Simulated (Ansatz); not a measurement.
A series in volume per atom on YTe₂

All results are calculated (Ansatz 0.2.0). Plane-wave density functional theory, PAW datasets, Gaussian smearing 0.05 eV: one cell in which all forces lie under 0.002 eV/angstrom; stress (xx yy zz yz xz xy) and pressure positive in compression; site moments are of spin alone; formation energy from the elements run alike, uncorrected.

Cell of the first row (space group Fm-3m, No. 225):
```
YTe2
1.0
      0.0000     3.5951     3.5951
      3.5951     0.0000     3.5951
      3.5951     3.5951     0.0000
Y Te
1 2
Direct
  0.00000 0.00000 0.00000
  0.25000 0.25000 0.25000
  0.75000 0.75000 0.75000
```

Settings of every row: paw set soft_2; functional PBEsol; spin treatment none; moment partition spheres; spin axis none; wave cutoff 420 eV; k mesh 8x8x8; SCF start atoms; lower state search light; symmetry use detected.

Atom first moment, atom hubbard u: 0 on all atoms.

Limits: no spin-orbit coupling, which can matter with elements this heavy; the cell comes from a prototype or a list of computed structures and needn't be the stable phase.

| row | volume per atom (Å³) | pressure (GPa) | energy above relaxed cell (meV per atom) | formation energy (eV per atom) |
| --- | --- | --- | --- | --- |
| 1 | 30.977 | 2.338 | 9.08 | -0.9723 |
| 2 | 31.623 | 1.109 | 2.19 | -0.9792 |
| 3 | 32.268 | 0.000 | 0 | -0.9814 |
| 4 | 32.417 | -0.240 | 0.12 | -0.9812 |
| 5 | 32.547 | -0.445 | 0.39 | -0.981 |
| 6 | 32.913 | ? | ? | ? |
| 7 | 33.559 | -1.903 | 7.95 | -0.9734 |

Question: what pressure and energy above relaxed cell should row 6 give?

Worked fit of pressure. Take u = (V_r/V)^(2/3) − 1 with V_r = 32.343 Å³ an atom, which is twice the finite (Eulerian) strain; such expansions in the strain, on which the Birch-Murnaghan equation of state is built, carry the rest volume and the bulk modulus. The shown rows have u = 0.02919, 0.01512, 0.00155, -0.00152, -0.00418, -0.0243. Least squares give pressure = −0.1215 + 78.285 × u + 204.7 × u² GPa; a straight line predicts inner rows, each left out in turn, worse (root mean square 0.057 against 0.00026 GPa). All shown rows lie on it to the printed digit. The pressure vanishes at u = 0.0015, or V = 32.27 Å³ an atom, and there the bulk modulus at fixed shape and fractions is B = −V dP/dV = (2/3)(1 + u) dP/du = 52.7 GPa. The withheld row has u = -0.01158, so the fit gives −0.1215 + 78.285 × (-0.01158) + 204.7 × (-0.01158)² = -1.001 GPa.

The calculation gave -1.001 GPa. The fit meets it to the printed digit.

Worked fit of energy above relaxed cell. Take u = (V_r/V)^(2/3) − 1 with V_r = 32.343 Å³ an atom, which is twice the finite (Eulerian) strain; such expansions in the strain, on which the Birch-Murnaghan equation of state is built, carry the rest volume and the bulk modulus. The shown rows have u = 0.02919, 0.01512, 0.00155, -0.00152, -0.00418, -0.0243. Least squares give energy above relaxed cell = 0.031 − 37 × u + 11888 × u² meV per atom; a straight line predicts inner rows, each left out in turn, worse (root mean square 3.3 against 0.0047 meV per atom). The rows lie off it by 0.00, 0.00, 0.00, 0.01, 0.00, 0.00. Its lowest point lies at u = 0.0016, or V = 32.27 Å³ an atom, and the curvature there gives the bulk modulus at fixed shape and fractions, B = (4/9)(1 + u)² E″(u)/V = 52.6 GPa. The withheld row has u = -0.01158, so the fit gives 0.031 − 37 × (-0.01158) + 11888 × (-0.01158)² = 2.05 meV per atom.

The calculation gave 2.06 meV per atom. The fit lies 0.01 meV per atom (0.11 % of the column's range) below it, one unit of the last digit.

The other values of row 6: formation energy -0.9793 eV per atom.
